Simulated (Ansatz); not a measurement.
A series in volume ratio on LaRu₃

Results calculated with Ansatz 0.2.0, not measured. Plane-wave density functional theory, PAW datasets, Gaussian smearing 0.05 eV: equation of state, the given cell scaled in volume with shape and atoms relaxed at each volume.

The cell before it is scaled or strained (space group Fm-3m, No. 225):
```
CELL_PARAMETERS angstrom
0.00000 3.22070 3.22070
3.22070 0.00000 3.22070
3.22070 3.22070 0.00000
ATOMIC_POSITIONS crystal
La 0.00000 0.00000 0.00000
Ru 0.50000 0.50000 0.50000
Ru 0.25000 0.25000 0.25000
Ru 0.75000 0.75000 0.75000
```

Settings of every row: paw set soft_2; functional PBEsol; spin treatment none; moment partition spheres; spin axis none; wave cutoff 420 eV; k mesh 8x8x8; symmetry use detected.

Atom hubbard u: 0 on all atoms.

Limits: some atoms lie unusually close (a squeezed, shaken or made-up cell).

| row | volume ratio | V (Å³/atom) | pressure (GPa) | energy above given cell (meV per atom) |
| --- | --- | --- | --- | --- |
| 1 | 0.96 | 16.036 | 7.825 | 15.59 |
| 2 | 0.98 | 16.37 | ? | ? |
| 3 | 1 | 16.704 | 0.015 | 0 |
| 4 | 1.02 | 17.038 | -3.27 | 3.54 |
| 5 | 1.04 | 17.372 | -6.201 | 13.55 |

Question: what pressure and energy above given cell should row 2 give?

Worked fit of pressure. Take u = (V_r/V)^(2/3) − 1 with V_r = 16.871 Å³ an atom, which is twice the finite (Eulerian) strain; such expansions in the strain, on which the Birch-Murnaghan equation of state is built, carry the rest volume and the bulk modulus. The shown rows have u = 0.03442, 0.00665, -0.00655, -0.01932. Least squares give pressure = −1.6743 + 249.238 × u + 776.63 × u² GPa; a straight line predicts inner rows, each left out in turn, worse (root mean square 0.34 against 0.007 GPa). The rows lie off it by 0.000, -0.002, 0.003, -0.001. The pressure vanishes at u = 0.0066, or V = 16.71 Å³ an atom, and there the bulk modulus with shape and atoms relaxed is B = −V dP/dV = (2/3)(1 + u) dP/du = 174 GPa. The withheld row has u = 0.0203, so the fit gives −1.6743 + 249.238 × (0.0203) + 776.63 × (0.0203)² = 3.705 GPa.

The calculation gave 3.697 GPa. The fit lies 0.008 GPa (0.057 % of the column's range) above it; its largest miss of a shown row is 0.003 GPa.

Worked fit of energy above given cell. Take u = (V_r/V)^(2/3) − 1 with V_r = 16.871 Å³ an atom, which is twice the finite (Eulerian) strain; such expansions in the strain, on which the Birch-Murnaghan equation of state is built, carry the rest volume and the bulk modulus. The shown rows have u = 0.03442, 0.00665, -0.00655, -0.01932. Least squares give energy above given cell = 0.902 − 266.3 × u + 20131.5 × u² meV per atom; a straight line predicts inner rows, each left out in turn, worse (root mean square 8.9 against 0.061 meV per atom). The rows lie off it by 0.00, -0.02, 0.03, -0.01. Its lowest point lies at u = 0.0066, or V = 16.7 Å³ an atom, and the curvature there gives the bulk modulus with shape and atoms relaxed, B = (4/9)(1 + u)² E″(u)/V = 174 GPa. The withheld row has u = 0.0203, so the fit gives 0.902 − 266.3 × (0.0203) + 20131.5 × (0.0203)² = 3.79 meV per atom.

The calculation gave 3.72 meV per atom. The fit lies 0.07 meV per atom (1.9 % of the value, 0.45 % of the column's range) above it; its largest miss of a shown row is 0.03 meV per atom.
